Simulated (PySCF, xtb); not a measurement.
# C2H7NSi: which of two isomers lies lower

Structure a: `N/C=C/[SiH3]`, a singlet. Structure b: `N/C=C\[SiH3]`, a singlet. Both are isolated molecules in the gas phase, relaxed with B3LYP-D3(BJ)/def2-SVP; the shapes shown needn't be the lowest conformers.

a (Å):

```yaml
atoms:
  - { symbol: C, position_ang: [-1.7697, 0.2947, -0.0147] }
  - { symbol: C, position_ang: [-1.0044, -0.0420, -1.0802] }
  - { symbol: N, position_ang: [-2.6173, 1.3687, 0.0899] }
  - { symbol: Si, position_ang: [0.1662, -1.4742, -1.0551] }
  - { symbol: H, position_ang: [-3.3352, 1.3516, 0.8025] }
  - { symbol: H, position_ang: [-2.8603, 1.8746, -0.7540] }
  - { symbol: H, position_ang: [-1.7160, -0.3008, 0.9056] }
  - { symbol: H, position_ang: [-1.0856, 0.5758, -1.9853] }
  - { symbol: H, position_ang: [1.5934, -1.0648, -1.2501] }
  - { symbol: H, position_ang: [0.0557, -2.1605, 0.2696] }
  - { symbol: H, position_ang: [-0.1308, -2.4750, -2.1284] }
```

b (Å):

```yaml
atoms:
  - { symbol: C, position_ang: [-1.9968, 0.7163, -0.8795] }
  - { symbol: C, position_ang: [-0.7515, 0.3444, -1.2665] }
  - { symbol: N, position_ang: [-2.7435, 0.2101, 0.1566] }
  - { symbol: Si, position_ang: [0.2582, -1.0334, -0.5461] }
  - { symbol: H, position_ang: [-2.4488, -0.6656, 0.5762] }
  - { symbol: H, position_ang: [-3.7455, 0.3472, 0.1266] }
  - { symbol: H, position_ang: [-2.4985, 1.5426, -1.3993] }
  - { symbol: H, position_ang: [-0.3163, 0.9283, -2.0838] }
  - { symbol: H, position_ang: [1.2981, -0.5723, 0.4272] }
  - { symbol: H, position_ang: [-0.6289, -1.9890, 0.1962] }
  - { symbol: H, position_ang: [0.9664, -1.7978, -1.6169] }
```

Quicker runs give these differences E(b) − E(a): GFN2-xTB +0.36 kcal/mol; HF/STO-3G +1.45 kcal/mol (at GFN2-xTB geometries); r2SCAN-D4/def2-SVP +0.84 kcal/mol (at GFN2-xTB geometries).

Estimate E(b) − E(a) at the level CCSD(T)/def2-SVP + ΔMP2/def2-TZVPP.

CCSD(T)/def2-SVP + ΔMP2/def2-TZVPP gives E(b) − E(a) = +0.76 kcal/mol, slightly favouring structure a, which is too small a margin to settle the true order.

The same difference at several levels:

```tsv
level	geometry	E(b) − E(a) (kcal/mol)	departure from the last row (kcal/mol)	job, with rough time for the two
GFN2-xTB	GFN2-xTB	+0.36	−0.40	optimisation, 0.26 s
HF/STO-3G	GFN2-xTB	+1.45	+0.69	single point, 2.5 s
r2SCAN-D4/def2-SVP	GFN2-xTB	+0.84	+0.08	single point, 30 s
B3LYP-D3(BJ)/def2-SVP	B3LYP-D3(BJ)/def2-SVP	+0.59	−0.16	optimisation, 3.2 min
HF/def2-SVP	B3LYP-D3(BJ)/def2-SVP	+1.42	+0.66	part of the CCSD(T) run
MP2/def2-SVP	B3LYP-D3(BJ)/def2-SVP	+1.12	+0.36	part of the CCSD(T) run
CCSD(T)/def2-SVP	B3LYP-D3(BJ)/def2-SVP	+0.95	+0.19	single point
CCSD(T)/def2-SVP + ΔMP2/def2-TZVPP	B3LYP-D3(BJ)/def2-SVP	+0.76		single point, 88 s
```

As drawn, both hold the same kinds of bond in the same numbers.

The largest departure from CCSD(T)/def2-SVP + ΔMP2/def2-TZVPP is that of HF/STO-3G, 0.69 kcal/mol. The last row adds to CCSD(T) the change of the MP2 difference between the two basis sets, here −0.19 kcal/mol.

With thermal terms from frequencies at re-optimised GFN2-xTB minima (ideal gas, soft modes damped towards free rotors, one conformer each, 298.15 K, 1 atm): the zero-point term adds +0.14 kcal/mol; ΔH is +0.78 and ΔG +0.93 kcal/mol.

The correlated steps freeze 8 core orbitals. Codes used: PySCF 2.14.0, xtb 6.7.1; the last row on 2 threads of Intel(R) Xeon(R) Platinum 8259CL CPU @ 2.50GHz (Skylake/Cascade Lake) on a shared host.

Structure a is the E isomer and b the Z isomer, and every level listed places E slightly lower. The gap is small because both keep the same enamine conjugation: the nitrogen lone pair donates into the C=C π system, and the silyl group on the far carbon can accept some of that density in either arrangement. What remains is mostly the through-space interaction of the two substituents in Z. Crowding there is eased by the long C–Si bond and probably also by a weak electrostatic attraction between a protic N–H and a hydridic Si–H hydrogen.

Hartree–Fock gives nearly the same preference in both basis sets, +1.45 and +1.42 kcal/mol, whereas CCSD(T) in the smaller correlated basis lowers it to +0.95 kcal/mol. This suggests that missing correlation, more than basis size, makes Hartree–Fock penalise Z, as expected if dispersion between the neighbouring groups favours the more compact isomer. Since rotation about a C=C bond is normally hindered, the isomer ratio in a real sample may reflect the synthetic route rather than this energy difference.
